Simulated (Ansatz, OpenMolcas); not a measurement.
**Strength of the O–C bond: CH2F2O → CHF2 + OH**

Species: CH2F2O `OC(F)F`, singlet; CHF2 (difluoromethyl radical) `F[CH]F`, doublet; OH, doublet. 

Shapes, held fixed at every level: PBE0-D4/def2-TZVP. Flexible molecules stand in one conformer, not always the lowest. Programs: Ansatz 0.2.0, OpenMolcas 26.06. The zero-point and thermal change to 298 K, harmonic and unscaled (PBE0-D4/def2-TZVP), is -19.0 kJ/mol.

```tsv
level	kind	ΔH(298 K) (kJ/mol)	less CCSD(T)/CBS estimate
HF/def2-TZVPP	Hartree–Fock	+309.8	-160.9
B3LYP/6-31G* (spherical functions)	global hybrid	+455.4	-15.3
B3LYP-D4/def2-TZVPP	global hybrid	+442.9	-27.8
PBE0-D4/def2-TZVPP	global hybrid	+454.8	-15.9
B2PLYP/def2-TZVPP	double hybrid	+451.8	-18.9
CCSD(T)/def2-TZVPP	coupled cluster or CI	+459.6	-11.1
CCSD(T)/CBS estimate	coupled cluster or CI	+470.7	0.0
```

The highest level, CCSD(T)/CBS estimate, gives ΔH(298 K) = +470.7 kJ/mol; the levels span +309.8 to +470.7. The column of differences is taken from that level and isn't an error. Hartree–Fock misses the correlation of the pair that is broken and comes out low. No measured value is set beside it here. Open shells run unrestricted unless RO is named. The CBS estimate extrapolates MP2 from def2-TZVPP and def2-QZVPP and adds CCSD(T) − MP2 in the triple-zeta set, cores frozen.

Breaking the C–O bond of difluoromethanol costs +470.7 kJ/mol at the highest level, which makes it a strong bond for a formal single one. The usual explanation is the anomeric effect: an oxygen lone pair donates into the C–F antibonding orbitals, while the two fluorines leave carbon strongly positive and add ionic attraction to the electronegative oxygen. Both contributions are lost when the OH radical departs, and the remaining fluorine lone-pair interaction with the radical centre in CHF2 evidently does not make up for them.

Every correlated or density-functional level retains most of the bond energy. B3LYP lies closer to the reference in the small basis than in the large one, probably because basis-set superposition offsets part of the functional's underbinding, so that closeness is no argument for the smaller basis. A strong C–O bond does not make the alcohol persistent, since difluoromethanol can lose HF to give formyl fluoride, a route that avoids homolysis altogether and isn't examined here.
